Margin notes on the G₀W₀ roots and their moments: what the sharpness of the poles is worth

Conventions. ħ = 1, energies in eV from the Fermi level, zero temperature unless stated. G and Σ are retarded functions, analytic for Im z > 0, and A(ω) = −(1/π) Im G(ω + i0). One diagonal element is treated throughout.

Note 1. The statement with its conditions

G(z) = 1/[z − e₀ − Σc(z)], e₀ = e + Σx − vxc, Σc(z) = Σₙ aₙ/(z − ξₙ), aₙ = |wₙ|². (1)

The N positions ξₙ are real and distinct and every aₙ is strictly positive. A pole with zero residue is not counted, and coincident poles are merged. In G₀W₀ with a stable RPA screening, aₙ is a squared coupling between the state and an intermediate electron or hole plus a neutral excitation, so positivity comes for free.

Note 2. Where sharpness enters the interlacing

Put f(ω) = ω − e₀ − Σc(ω). Between poles f′ = 1 + Σₙ aₙ/(ω − ξₙ)² > 1. Just above a pole f → −∞, just below it f → +∞, and f ~ ω at both ends of the axis. Each of the N + 1 intervals therefore holds exactly one root ω_s, with weight Z_s = 1/f′(ω_s) between 0 and 1. Sharpness is used twice. Σc must be real between the poles, so that a real root is a pole of G, and Σc must diverge at ξₙ, so that every interval is swept from −∞ to +∞. A pole of finite width offers neither.

Note 3. Where it does not enter the moments

With y = z − e₀, expand G = 1/y + Σc/y² + Σc²/y³ + … at large |z|, using Σc = Σₙ aₙ/y + Σₙ aₙ(ξₙ − e₀)/y² + …, and compare with G = Σ_s Z_s/(z − ω_s). The coefficient of 1/y^(k+1) is the central moment m_k = Σ_s Z_s(ω_s − e₀)^k:

m₀ = 1, m₁ = 0, m₂ = Σₙ aₙ, m₃ = Σₙ aₙ(ξₙ − e₀), m₄ = Σₙ aₙ(ξₙ − e₀)² + m₂². (2)

Only the decay of Σc at large |z| was used. The expansion can be made along the imaginary axis, far from all structure, so the first three rules carry over to a continuous A(ω), with Σₙ aₙ replaced by (1/π)∫|Im Σc| dω, provided that this integral exists. It is tempting to conclude that broadening leaves m₂ alone. Note 6 shows that it does not, because the area of the broadened pole is not free.

Note 4. The two poles in sodium

With one plasmon energy ωp and the intermediate level placed at the Fermi energy (no recoil),

Σc(z) = a₊/(z − ωp) + a₋/(z + ωp). (3)

At finite temperature the two residues carry the factors n_B + 1 − n_F (emission) and n_B + n_F (absorption), with n_B the Bose factor of the plasmon and n_F the occupation of the intermediate level. For ωp = 5.9 eV at 300 K, log₁₀ n_B = −99. The absorption pole thus lives on n_F alone: it is a hole that emits a plasmon.

Inputs. The typical room-temperature lattice constant 4.29 Å, with two electrons per cubic cell, gives rs = 3.99 bohr, kF = 0.481 bohr⁻¹, EF = 3.1 eV and a free-electron plasmon energy of 5.91 eV, used as 5.9 eV. At kF the exchange self-energy of the electron gas, −kF/π in hartree units, equals the LDA exchange potential, so e₀ is minus the LDA correlation potential, typically about +1.0 eV at this density. The residues are chosen to reproduce two pieces of typical behaviour: the quasiparticle root lies at the Fermi level, f(0) = 0, and its weight is the typical G₀W₀ value 0.64 of the electron gas near rs = 4. The conditions read a₊ − a₋ = e₀ωp and a ≡ a₊ + a₋ = ωp²(1/0.64 − 1) = 19.58 eV², whence a₊ = 12.74 eV² and a₋ = 6.84 eV². Both properties are fitted and test nothing.

Note 5. The sharp model solved

Clearing denominators in f = 0 gives ω³ − e₀ω² − (ωp² + a)ω + e₀ωp² − (a₊ − a₋)ωp = 0. The constant vanishes by the fit, leaving ω = 0 and ω² − e₀ω − 54.39 eV² = 0.

root ω_s (eV): −6.892, 0, +7.892
weight Z_s: 0.1245, 0.6400, 0.2355
Z_s ω_s (eV): −0.858, 0, +1.858
Z_s(ω_s − e₀)² (eV²): 7.76, 0.64, 11.18

The roots interlace the poles at ∓5.9 eV, and the last three rows sum to 1, e₀ and a. The outer roots, called ω₋ and ω₊ below, lie 0.99 eV and 1.99 eV from their poles. These distances, not ωp, set the scale against which a width has to be small for the satellites.

Note 6. Dropping the assumption: the area can only shrink

Replace δ(Ω − ωp) by a line shape taken from the loss function, b(Ω) = −[2/(πωp)] Im ε⁻¹(Ω) ≥ 0 for Ω > 0:

Σc(z) = ∫₀^∞ dΩ b(Ω) [a₊/(z − Ω) + a₋/(z + Ω)]. (4)

The couplings a± are held at their values for the sharp pole. Two rules bind b. The f-sum rule, ∫Ω(−Im ε⁻¹)dΩ = πωp²/2, and the Kramers–Kronig relation at zero frequency, (2/π)∫(−Im ε⁻¹)dΩ/Ω = 1 − 1/ε(0) = 1 for a metal at long wavelength, give

∫Ω b dΩ = ωp, ∫ b dΩ/Ω = 1/ωp. (5)

The area κ = ∫ b dΩ is not among them. Writing b = √(Ωb)·√(b/Ω), the Cauchy–Schwarz inequality yields

κ² ≤ (∫Ω b dΩ)(∫ b dΩ/Ω) = 1, (6)

with equality only if Ωb is proportional to b/Ω wherever b is non-zero, that is for a single sharp line. From (4), Σc → κa/z, so

m₀ = 1, m₁ = 0, m₂ = κa ≤ a, m₃ = (a₊ − a₋)ωp − e₀κa. (7)

A plasmon-pole model fitted to static screening and to the f-sum rule therefore gives an upper bound to the second moment. The second rule in (5) also gives Σc(0) = (a₋ − a₊)/ωp for every shape, so the root at the Fermi level does not move at all.

Note 7. The deficit for two shapes

A short-tailed line. Let ⟨…⟩ denote averages over b/κ. Then (5) gives κ²⟨Ω⟩⟨1/Ω⟩ = 1. For a narrow line of variance σ², ⟨Ω⟩⟨1/Ω⟩ = 1 + σ²/⟨Ω⟩² + …, so

κ = 1 − σ²/(2ωp²) + … (8)

A Drude line. For ε = 1 − ωp²/[Ω(Ω + iΓ)],

L(Ω) ≡ ε⁻¹ − 1 = ωp²/(Ω² − ωp² + iΓΩ), b = (2/π) ωpΓΩ/[(Ω² − ωp²)² + Γ²Ω²], (9)

which obeys (5) for every Γ and has a full width close to Γ. With u = Ω² the denominator is (u − u₀)² + D², where u₀ = ωp² − Γ²/2 and D² = Γ²ωp² − Γ⁴/4. Then κ = [ωpΓ/(πD)][π/2 + arctan(u₀/D)]. Setting γ = Γ/ωp = 2 sin θ gives D/u₀ = tan 2θ, and

κ = (2/π) arccos(γ/2)/√(1 − γ²/4) = 1 − γ/π + γ²/8 − … (10)

The deficit is of first order in the width because the wings fall only as the inverse square of the detuning, so the variance in (8) is not of order Γ². At large Ω, b ~ (2/π)ωpΓ/Ω³ and A ~ a± b/ω² ∝ |ω|⁻⁵. The moments up to m₃ exist, and m₄ diverges logarithmically.

Sizes for sodium. Assume Γ = 0.25 eV, typical of the long-wavelength plasmon, so γ = 0.0424. The first-order value is κ = 0.9865 and the closed form gives 0.9867. The model's m₂ drops from 19.58 to 19.32 eV², by 0.26 eV² or 1.3 per cent, and m₃ goes from 15.23 to 15.49 eV³. A Gaussian of the same full width has σ = 0.106 eV and a deficit of 1.6 × 10⁻⁴, smaller by a factor 82. The peak width alone does not fix the correction. The wings do.

Note 8. The self-energy for the Drude line

For real Ω, b = [i/(πωp)][L(Ω) − L(Ω)*], where L is analytic above the axis and L* continues to L(−Ω), analytic below it. In ∫b dΩ/(z − Ω), rotate the first part to Ω = iν and the second to Ω = −iν. Both then contain L(iν) = −ωp²/(ν² + ωp² + Γν), and the kernels add to 2z/(z² + ν²). For z = ω + i0 with ω > 0 the upward rotation crosses the pole at Ω = z and leaves 2L(ω)/ωp. The hole term follows by reflection, using L(−ω)* = L(ω). With Θ the unit step,

Σc(ω) = a·I(ω) + (2L(ω)/ωp)[a₊Θ(ω) − a₋Θ(−ω)],
I(ω) = (2ωωp/π) ∫₀^∞ dν /[(ω² + ν²)(ν² + ωp² + Γν)]. (11)

At Γ = 0, I = sgn(ω)/(|ω| + ωp) and 2L/ωp = 1/(ω − ωp) − 1/(ω + ωp), which restores (3). The term of first order in Γ needs ∫₀^∞ du/[(u + ω²)(u + ωp²)²] with u = ν², done by partial fractions, and ∂L/∂Γ = −iωωp²/(ω² − ωp²)² at Γ = 0:

δΣ(ω) = −Γ a h(ω) − 2iΓ a± ωp|ω|/(ω² − ωp²)²,
h(ω) = (ωωp/π)[ ln(ωp²/ω²)/(ωp² − ω²)² − 1/(ωp²(ωp² − ω²)) ], (12)

with a₊ for ω > 0 and a₋ for ω < 0. The function h is odd and regular at ±ωp, and h → 1/(πωpω) at large |ω|, which is the γ/π of (10) again.

Note 9. What happens to the satellites

For Im z > 0, (4) has Im Σc < 0, so Im[z − e₀ − Σc] > 0: G has no pole above the axis and A ≥ 0. On the axis Im Σc vanishes only at ω = 0. The satellite poles have passed through the cut to the continuation below it. Linearising about the old root, δω_s = Z_s δΣ(ω_s). With h(ω₊) = 4.07 × 10⁻³ eV⁻² and h(ω₋) = −4.32 × 10⁻³ eV⁻²:

upper satellite: real shift −4.7 meV, full width 2|Im δω| = 0.19 eV
lower satellite: real shift +2.6 meV, full width 0.22 eV

Both move inward, as a smaller m₂ suggests. Both are narrower than the plasmon, because part of each state is the undamped one-particle component.

At second order in Γ the real solution, the peak of A and the complex pole part company. The small parameter of the first-order real shifts is Γ/ωp, whereas the second-order term of Re L carries [Γ/(distance to the pole)]². With x = ω² − ωp², Re L = (ωp²/x)(1 − Γ²ω²/x² + …), which adds ∓2a±ωpΓ²ω²/x³ to Re Σc, the upper sign for ω > 0. Multiplied by Z_s this moves the solutions of ω = e₀ + Re Σc by −6.6 meV (upper) and +14.6 meV (lower), more than the first order. The real solutions thus move by about −11 meV and +17 meV in total, but they do not mark the satellites. The damping η(ω) = |Im Σc| falls steeply with the distance from the pole, and maximising A ∝ η/(f² + η²), with f = ω − e₀ − Re Σc, puts the peak −(Z_sη)²(η′/η)/2 away from the real solution. This is +4.4 meV (upper) and −11.7 meV (lower), both outward, so the peaks of A shift by about −7 meV and +5.5 meV. For the complex pole the terms added to the second-order shift of the real solution are −(Z_sη)²η′/η and −Z_s(Z_sη)²Σc″/2, with Σc″ from (3). The three largely cancel and leave −1.1 meV and +1.3 meV, less than the first order, so the poles shift by about −6 meV and +4 meV. Peak and pole shifts lie well under a tenth of the line width. The width is the leading effect on a satellite.

Note 10. Counting real roots after broadening

Near a former pole Σc ≈ a±/(ω ∓ ωp + iΓ/2) plus a smooth part. The real part no longer jumps from −∞ to +∞. It climbs steeply from −a±/Γ to +a±/Γ, and on this climb ω = e₀ + Re Σc gains a solution. The rest of the equation, |±ωp − e₀ ∓ a∓/(2ωp)|, is 4.3 eV at the upper pole and 5.8 eV at the lower, against heights a±/Γ of 51 eV and 27 eV. Both satellite solutions survive by a wide margin, and the count is five, 2N + 1, in place of three. When a±/Γ falls to about the size of that remainder, a satellite solution merges with the new one and both vanish, so the count can be any odd number from 1 to 2N + 1.

The new solutions are not excitations. The slope of Re Σc there is about 4a±/Γ², so 1/(1 − ∂Re Σc/∂ω) ≈ −Γ²/(4a±), which is −0.001 and −0.002. Since |Im Σc| ≈ 2a±/Γ is at its largest, A ≈ Γ/(2πa₊) = 0.003 eV⁻¹ at the upper one, against 0.81 eV⁻¹ at the peak of the upper satellite. The same holds for a numerical broadening put into the denominators by hand. A negative weight marks such a solution, and the sum rules are then to be tested on ∫A, not on a list of real solutions.

Note 11. The quasiparticle weight and a logarithm

For |ω| ≪ ωp, h ≈ [ω/(πωp³)][ln(ωp²/ω²) − 1], so the damping adds

δ(1/Z) = Γ a h′(ω) = [Γa/(πωp³)][ln(ωp²/ω²) − 3]. (13)

The prefactor is 0.0076. At |ω| = 0.1 eV the addition is 0.039, which lowers Z by Z²δ(1/Z) = 0.016. As ω → 0 it grows without bound, and Im Σc vanishes only linearly. This comes from joining b ∝ Ω at small Ω to one sharp intermediate level, which makes ∫b dΩ/Ω² diverge. Spread the intermediate electron levels uniformly over (0, Δ) and the hole levels over (−Δ, 0). The damping term at ω = 0 becomes the average of Γ a h′, which is Γ a h(Δ)/Δ, finite, and Im Σc becomes quadratic in ω. For Δ = EF = 3.1 eV this is 0.008, a loss in Z of roughly 0.003. The spreading also changes the undamped part, so this figure only sizes the damping term.

Note 12. Neglected effects of equal or larger size

Thermal expansion. The linear coefficient of polycrystalline sodium is 71 × 10⁻⁶ K⁻¹ at room temperature (compiled value, as listed by Wikipedia). Since ωp ∝ rs^(−3/2), warming by 100 K lowers ωp by 1.1 per cent, 0.063 eV, several times the shifts of Note 9. By (14) below the total residue scales nearly as ωp^(3/2) ∝ rs^(−9/4), a fall of 1.6 per cent, the same size as the Drude deficit.

The absolute second moment. For the electron gas with one pole per wave vector, v_q ωp²/(ω² − ω_q²) with v_q = 4π/q² has the residue v_q ωp²/(2ω_q). Emission and absorption factors add to one, so in hartree units

m₂ = (ωp²/π) ∫₀^∞ dq/ω_q, ω_q² = ωp² + kF²q²/3 + q⁴/4, (14)

where the assumed dispersion joins Thomas–Fermi screening to the free-particle limit. The substitution q = √(2ωp)·t gives ωp^(3/2) times an integral that depends weakly on rs. The value is 58 eV², 3.0 times that of the two-pole fit. Much of this residue sits at energies well above ωp, where recoil and dispersion push it and where it contributes little to Z. A two-pole model fitted to Z undercounts m₂ by about this factor, and only the relative deficit 1 − κ should be carried over from it.

Electron–hole pairs. Inequality (6) holds at each q. At q = 2kF the free-pair line, screening neglected, is Ω = 2kF²(1 + t) with weight (3/4)(1 − t²) on −1 < t < 1. Then ⟨Ω⟩⟨1/Ω⟩ = (3/4)∫(1 − t)dt = 3/2 and κ = 0.82, a deficit of 18 per cent. At such wave vectors the pair continuum removes far more area than the lifetime of the long-wavelength plasmon does.

Note 13. Aluminium and silicon beside sodium

For a bound oscillator, ε = 1 + ωp²/(ω₀² − Ω² − iΓΩ), one finds L = ωp²/(Ω² − ω₁² + iΓΩ) with ω₁² = ω₀² + ωp². The shape is that of (9), and (10) holds with γ = Γ/ω₁, where ω₁ is the undamped loss energy. Typical loss energies and widths are 15.0 eV and 0.5 eV for aluminium, 16.7 eV and 3.5 eV for silicon. The model deficits 1 − κ are 1.0 per cent and 6.2 per cent, the latter against 6.7 per cent at first order. In silicon the gap removes the part of the wing that this shape places at the lowest frequencies, so the figure gives a scale and not a property of the crystal.

Note 14. What stands

The rules m₀ = 1 and m₁ = 0 do not depend on sharp poles. The rule for m₂ keeps its form as the area of |Im Σc|/π, and that area is κa with κ ≤ 1. Interlacing is lost as soon as the width is finite. In the sodium model with the assumed Γ = 0.25 eV the deficit in m₂ is 1.3 per cent for Drude wings and 1.6 × 10⁻⁴ for Gaussian ones, the satellites acquire widths of 0.19 and 0.22 eV and their peaks shift inward by about 7 and 5.5 meV, and the root at the Fermi level stays in place. The model's lower satellite lies 1.17 ωp below the quasiparticle, while plasmon satellites in the photoemission of sodium typically appear near 1.0 ωp. That offset belongs to the Dyson solution of (3), 0.99 eV beyond the pole, and a shift of 5.5 meV from damping does not remove it.